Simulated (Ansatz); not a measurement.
## A series in volume scale on YPb₃

Free energy against uniform scaling of the volume at fixed shape and fractions; periodic cell, basis, potentials, k mesh and filling as listed. The results are calculated, by Ansatz 0.2.0.

The cell before it is scaled or strained (space group Pm-3m, No. 221):
```
YPb3
1.0
      4.8140     0.0000     0.0000
      0.0000     4.8140     0.0000
      0.0000     0.0000     4.8140
Y Pb
1 3
Direct
  0.00000 0.00000 0.00000
  0.00000 0.50000 0.50000
  0.50000 0.00000 0.50000
  0.50000 0.50000 0.00000
```

Settings of every row: functional r2SCAN; dispersion none; potentials PAW; wave cutoff 571.44 eV; density cutoff 2285.8 eV; k mesh 5x5x5; k shift 0x0x0; occupations fermi dirac; smearing width 0.1 eV; spin none.

Limits: coarse k mesh, up to 40 meV an atom off; no spin-orbit coupling, which can matter with elements this heavy.

```csv
row,volume scale,V (Å³/atom),energy above lowest point (meV/atom),pressure (GPa)
1,0.92,25.659,70,8.07
2,0.9467,26.404,?,?
3,0.9733,27.146,16.9,3.58
4,1,27.891,4.5,1.78
5,1.0267,28.635,0,0.22
6,1.0533,29.377,2.2,-1.13
7,1.08,30.122,10.2,-2.3
```

Question: what energy above lowest point and pressure should row 2 give?

Worked fit of energy above lowest point. Take u = (V_r/V)^(2/3) − 1 with V_r = 28.263 Å³ an atom, which is twice the finite (Eulerian) strain; such expansions in the strain, on which the Birch-Murnaghan equation of state is built, carry the rest volume and the bulk modulus. The shown rows have u = 0.06656, 0.02725, 0.00887, -0.00868, -0.02544, -0.04158. Least squares give energy above lowest point = 1.36 + 255.8 × u + 11417 × u² + 3516 × u³ meV/atom; a parabola predicts inner rows, each left out in turn, worse (root mean square 0.16 against 0.051 meV/atom). All shown rows lie on it to the printed digit. Its lowest point lies at u = -0.0113, or V = 28.75 Å³ an atom, and the curvature there gives the bulk modulus at fixed shape and fractions, B = (4/9)(1 + u)² E″(u)/V = 54.7 GPa. The withheld row has u = 0.0464, so the fit gives 1.36 + 255.8 × (0.0464) + 11417 × (0.0464)² + 3516 × (0.0464)³ = 38.2 meV/atom.

The calculation gave 38.2 meV/atom. The fit meets it to the printed digit.

Worked fit of pressure. Take u = (V_r/V)^(2/3) − 1 with V_r = 28.263 Å³ an atom, which is twice the finite (Eulerian) strain; such expansions in the strain, on which the Birch-Murnaghan equation of state is built, carry the rest volume and the bulk modulus. The shown rows have u = 0.06656, 0.02725, 0.00887, -0.00868, -0.02544, -0.04158. Least squares give pressure = 0.971 + 88.75 × u + 252.5 × u² + 249 × u³ GPa; a parabola predicts inner rows, each left out in turn, worse (root mean square 0.013 against 0.0044 GPa). All shown rows lie on it to the printed digit. The pressure vanishes at u = -0.0113, or V = 28.75 Å³ an atom, and there the bulk modulus at fixed shape and fractions is B = −V dP/dV = (2/3)(1 + u) dP/du = 54.8 GPa. The withheld row has u = 0.0464, so the fit gives 0.971 + 88.75 × (0.0464) + 252.5 × (0.0464)² + 249 × (0.0464)³ = 5.66 GPa.

The calculation gave 5.66 GPa. The fit meets it to the printed digit.
